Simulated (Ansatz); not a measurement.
MoS₂: energy above lowest point as volume scale varies

All results are calculated (Ansatz 0.2.0). Free energy against uniform scaling of the volume at fixed shape and fractions; periodic cell, basis, potentials, k mesh and filling as listed.

The cell before it is scaled or strained (space group P6_3/mmc, No. 194):
```
CELL_PARAMETERS angstrom
3.17950 0.00000 0.00000
-1.58980 2.75360 0.00000
0.00000 0.00000 12.36490
ATOMIC_POSITIONS crystal
Mo 0.33333 0.66667 0.25000
Mo 0.66667 0.33333 0.75000
S 0.33333 0.66667 0.62300
S 0.66667 0.33333 0.12300
S 0.33333 0.66667 0.87700
S 0.66667 0.33333 0.37700
```

Settings of every row: functional PBE; dispersion none; potentials PAW; wave cutoff 500 eV; density cutoff 2000 eV; k mesh 8x8x2; k shift 0x0x0; occupations cold; smearing width 0.1 eV; spin none.

Limits: a layered crystal: even scaling strains the bonds within the layers, so this curve is stiffer than the crystal under pressure.

| row | volume scale | V (Å³/atom) | energy above lowest point (meV/atom) |
| --- | --- | --- | --- |
| 1 | 0.9406 | 16.971 | 35.7 |
| 2 | 0.9703 | 17.507 | 9.3 |
| 3 | 1 | 18.043 | 0 |
| 4 | 1.0297 | 18.578 | ? |
| 5 | 1.0594 | 19.114 | 22.7 |

Question: what energy above lowest point should row 4 give?

Worked fit of energy above lowest point. Take u = (V_r/V)^(2/3) − 1 with V_r = 17.775 Å³ an atom, which is twice the finite (Eulerian) strain; such expansions in the strain, on which the Birch-Murnaghan equation of state is built, carry the rest volume and the bulk modulus. The shown rows have u = 0.03134, 0.01018, -0.00993, -0.04727. Least squares give energy above lowest point = 2.7 + 463.9 × u + 18769 × u² meV/atom; a straight line predicts inner rows, each left out in turn, worse (root mean square 18 against 0.14 meV/atom). The rows lie off it by 0.0, -0.1, 0.1, 0.0. Its lowest point lies at u = -0.0124, or V = 18.11 Å³ an atom, and the curvature there gives the bulk modulus at fixed shape and fractions, B = (4/9)(1 + u)² E″(u)/V = 144 GPa. Letting shape and atoms relax would as a rule lower it, by much in layered, chain or molecular crystals. The withheld row has u = -0.02903, so the fit gives 2.7 + 463.9 × (-0.02903) + 18769 × (-0.02903)² = 5.1 meV/atom.

The calculation gave 5.2 meV/atom. The fit lies 0.1 meV/atom (0.28 % of the column's range) below it, one unit of the last digit.
